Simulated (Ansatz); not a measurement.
# Zone-centre T2 phonon of zinc-blende GaAs against hole density at a fixed lattice (LDA, linear response)

The usual rule of thumb is that a small density of carriers shifts a phonon in proportion to that density. If it held for p-type GaAs, one slope would turn a phonon shift into a hole density, which would be convenient for checking doped contact layers by Raman scattering. The series tests the rule with up to 15×10²⁰ holes per cm³ in a cell that is kept fixed. Each shift is measured from the T2 frequency of the undoped crystal at the same level, 268.7 cm⁻¹, and a negative sign means softening. Dopant atoms, plasmon coupling and the change of lattice constant are absent, so the shift is the adiabatic response of the bonds to the missing electrons alone. All rows share one inconsistency: the PAW potentials are of the PBE kind, while the calculation uses LDA.

## Computational details

One crystal, GaAs (zinc-blende) (known phase), relaxed without doping and held; holes were added against a uniform background charge. The structures stem from measured cells of the Crystallography Open Database, directly or through a relaxation at another level; cell and atoms were relaxed at zero pressure once for all rows, without carriers, on a 12×12×12 mesh with fixed occupations, inside the symmetry of the start, with no thermal or zero-point expansion. Program: Ansatz 0.2.0, plane waves, LDA, the program's earlier default PAW potentials, scalar-relativistic without spin-orbit coupling, no spin polarisation. Wave-function cutoff 420 eV (the default for the potentials of each cell); on the k meshes (Γ-centred) the least product of divisions and cell-vector length runs from 47 to 119 Å. Occupations: fermi-dirac smearing of 0.03 eV or fixed. Harmonic modes at natural masses come from linear response (density functional perturbation theory), with the acoustic sum rule imposed.

Notes on method and selection:

- Harmonic values at the static lattice; measured values carry thermal expansion and anharmonic shifts at their temperature.
- The response is adiabatic; dopant atoms, the change of lattice constant and plasmon coupling are left out.
- Small carrier pockets are sampled coarsely, so shifts of a few tenths of a cm⁻¹ are noise.
- Runs that did not converge, have known faults, used another set of PAW files or may not be shown are not listed.

Columns:

- hole density (10²⁰ cm⁻³): density of added holes.
- T2 shift (cm⁻¹): shift of the zone-centre T2 mode from its value 268.7 cm⁻¹ without carriers (no LO-TO term).
- pressure (GPa): pressure at the fixed cell, compression positive.

## Computed values

| member | hole density (10²⁰ cm⁻³) | T2 shift (cm⁻¹) | pressure (GPa) |
| --- | --- | --- | --- |
| 0×10²⁰ | 0 | 0.00 | 0.0132 |
| 1×10²⁰ | 1 | −5.14 | 0.0243 |
| 2×10²⁰ | 2 | ? | ? |
| 4×10²⁰ | 4 | −10.49 | 0.0615 |
| 6×10²⁰ | 6 | −12.09 | 0.0887 |
| 10×10²⁰ | 10 | −14.05 | 0.1491 |
| 15×10²⁰ | 15 | −17.37 | 0.2313 |

Cells marked ? are withheld until the estimate has been made.

Least-squares fits to the members shown, with x = hole density (10²⁰ cm⁻³); R² in the fitted variables, residuals in the unit of y:

| y | members | fit | R² | rms residual | leave-one-out rms | standard deviation of y |
| --- | --- | --- | --- | --- | --- | --- |
| T2 shift (cm⁻¹) | 6 | y = −3.714 − 1.024 x | 0.85 | 2.2 | 3.7 | 6.3 |
| pressure (GPa) | 6 | y = 0.007483 + 0.01453 x | 1.00 | 0.0048 | 0.0092 | 0.083 |

## Reading the trend

The mode softens at every step shown, by 17.37 cm⁻¹ at the highest density, or 17.37 / 268.7 = 6.5 %. The shift is not linear. The first 10²⁰ holes per cm³ lower the frequency by 5.14 cm⁻¹, whereas between 10 and 15×10²⁰ the slope is (−17.37 + 14.05) / 5 = −0.66 cm⁻¹ per 10²⁰ cm⁻³. The straight-line fit is poor: it gives −3.7 cm⁻¹ at zero density, where the shift is zero by definition.

Pressure is not the cause, because the volume never changes. It also behaves differently: its slope rises from 0.011 GPa per 10²⁰ cm⁻³ in the first step to 0.016 in the last, while the softening per added hole falls.

The mechanism expected from theory lies at the top of the valence band. Without spin-orbit coupling three bands meet there, and the T2 displacement, which moves Ga against As, splits them. When holes are present, electrons can move from the raised states to the lowered ones. This gains energy and reduces the restoring force roughly as −D²N, with D the splitting per displacement and N the density of states at the Fermi level. For parabolic bands N grows as the cube root of the hole density p.

A simple form is therefore shift = −6.6 × p^(1/3) cm⁻¹, with p in 10²⁰ cm⁻³ and the constant taken from the row at 4×10²⁰ (10.49 / 4^(1/3) = 6.6). Over all six rows its rms miss is 0.7 cm⁻¹, against a scatter of 6.3 about the mean. It fails most at 1×10²⁰, where it gives −6.6 instead of −5.14. Smearing weakens the response of a small pocket and so has the right sign, but coarse sampling may contribute as well.

In a real crystal the holes may not redistribute within one vibration, and spin-orbit coupling splits the band top. The computed softening should therefore not be used as a calibration for Raman spectra.

## Prediction

Plain estimates from the members shown:

- 2×10²⁰, fit at x = 2: −5.76 cm⁻¹
- 2×10²⁰, straight-line interpolation between 1×10²⁰ and 4×10²⁰: w = (2 − 1) / (4 − 1) = 0.333, so −5.14 + 0.333 × (−10.49 − (−5.14)) = −6.92 cm⁻¹

The fit over all members deserves little trust at 2×10²⁰, since at the neighbouring 4×10²⁰ it gives −7.8 cm⁻¹ where the calculation gives −10.49. The straight line between the two neighbours is better, but it ignores the curvature. As the softening per added hole falls over the steps up to 10×10²⁰, the value should lie below that line, at a more negative shift than −6.92 cm⁻¹.

The route chosen keeps both neighbours and interpolates in the cube root of the density, the variable suggested by the density of states. The cube root of 1 is 1.000, and the other two are 2^(1/3) = 1.260 and 4^(1/3) = 1.587. The weight is (1.260 − 1.000) / (1.587 − 1.000) = 0.443, and the estimate is −5.14 + 0.443 × (−10.49 + 5.14) = −7.51 cm⁻¹.

The same route can be tried on the three members that have doped rows shown on both sides:

- 4×10²⁰: −5.14 − (4^(1/3) − 1) / (6^(1/3) − 1) × (12.09 − 5.14) = −10.1 against −10.49, a miss of 0.4 cm⁻¹
- 6×10²⁰: −10.49 − (6^(1/3) − 4^(1/3)) / (10^(1/3) − 4^(1/3)) × (14.05 − 10.49) = −11.9 against −12.09, a miss of 0.2 cm⁻¹
- 10×10²⁰: −12.09 − (10^(1/3) − 6^(1/3)) / (15^(1/3) − 6^(1/3)) × (17.37 − 12.09) = −14.8 against −14.05, a miss of 0.8 cm⁻¹

The root mean square of these misses is 0.5 cm⁻¹, which is taken as the standard deviation. Straight-line interpolation in the density itself misses the same three members by 0.8 cm⁻¹ rms. The row at 1×10²⁰ is left out because its lower neighbour is the undoped crystal; there the cube-root route would miss by 6.6 − 5.14 = 1.5 cm⁻¹, so the error bar holds only between doped rows.

**Committed estimate, 2×10²⁰: T2 shift = −7.5 ± 0.5 cm⁻¹.**

## Outcome

| member | hole density (10²⁰ cm⁻³) | T2 shift (cm⁻¹) | pressure (GPa) |
| --- | --- | --- | --- |
| 2×10²⁰ | 2 | −7.55 | 0.0360 |

| member | estimate | T2 shift (cm⁻¹) | computed | estimate − computed | miss in error bars |
| --- | --- | --- | --- | --- | --- |
| 2×10²⁰ | committed | −7.50 | −7.55 | +0.05 | 0.1 |
| 2×10²⁰ | fit | −5.76 | −7.55 | +1.79 |  |
| 2×10²⁰ | interpolation | −6.92 | −7.55 | +0.63 |  |

The estimate of −7.5 ± 0.5 cm⁻¹ lies inside its error bar, 0.05 cm⁻¹ from the computed −7.55. That is closer than the sampling noise of a few tenths of a cm⁻¹, so the route should not be credited with such accuracy. Straight-line interpolation missed by 0.63 cm⁻¹ and the fit by 1.79, both towards too little softening.

The argument from curvature held: the second 10²⁰ holes per cm³ lower the mode by 7.55 − 5.14 = 2.41 cm⁻¹, less than half the effect of the first. The one-constant form did less well. It gives −6.6 × 1.260 = −8.3 cm⁻¹, too much softening by 0.8, with the same sign of error as at 1×10²⁰. The cube root therefore serves better for interpolation between neighbours than as a law starting from zero.

The result fits a response governed by the density of states at the Fermi level, but the shifts alone do not identify the electronic states involved.

## Outliers

Least-squares fits to the whole series, with x = hole density (10²⁰ cm⁻³); R² in the fitted variables, residuals in the unit of y:

| y | members | fit | R² | rms residual | leave-one-out rms | standard deviation of y |
| --- | --- | --- | --- | --- | --- | --- |
| T2 shift (cm⁻¹) | 7 | y = −4.159 − 0.9889 x | 0.84 | 2.1 | 3.3 | 5.8 |
| pressure (GPa) | 7 | y = 0.007347 + 0.01454 x | 1.00 | 0.0044 | 0.0082 | 0.079 |

Largest departures from the fit to the whole series:

| member | T2 shift (cm⁻¹) | fit | computed − fit | in rms residuals |
| --- | --- | --- | --- | --- |
| 0×10²⁰ | 0.00 | −4.16 | +4.16 | 2.0 |
| 4×10²⁰ | −10.49 | −8.11 | −2.38 | 1.1 |
| 6×10²⁰ | −12.09 | −10.09 | −2.00 | 0.9 |
| 15×10²⁰ | −17.37 | −18.99 | +1.62 | 0.8 |

The undoped crystal lies farthest from the straight line, by +4.16 cm⁻¹ or 2.0 rms residuals. Its shift is zero by definition, so the fault is in the line. The departures at 4 and 6×10²⁰ (−2.38 and −2.00 cm⁻¹) and at 15×10²⁰ (+1.62) complete the pattern of a curved series fitted by a line: positive at the ends, negative in the middle.

One detail departs from the curve as well. The softening per 10²⁰ holes per cm³ falls from step to step down to (14.05 − 12.09) / 4 = 0.49 cm⁻¹ between 6 and 10×10²⁰, then rises to 0.66 in the last step. Coarse sampling is a possible reason: a straight line from 6 to 15×10²⁰ passes through −14.4 cm⁻¹ at 10×10²⁰, so an error of 0.4 cm⁻¹ in that one row would remove the rise. A valence band that departs from a parabola at higher hole energies could also contribute.

## Closing remarks

Between 1 and 15×10²⁰ holes per cm³ the computed T2 mode softens steadily from row to row, but not in proportion to the density. The shift at a new density between two doped rows can be estimated to about 0.5 cm⁻¹ by interpolation in the cube root.

The route can also be reversed within this computed series, though not for measured spectra. For example, a softening of 10 cm⁻¹ falls between the rows at 2 and 4×10²⁰. The weight is (10 − 7.55) / (10.49 − 7.55) = 0.833, the cube root 1.260 + 0.833 × (1.587 − 1.260) = 1.532, and the density 1.532³ = 3.6, in 10²⁰ cm⁻³.

In a Raman spectrum the omitted long-range field matters as well. It raises the longitudinal mode of undoped GaAs above the transverse one, and screening by dense free holes takes most of that away. A line followed from the undoped longitudinal mode would thus fall even without any softening of the bonds.
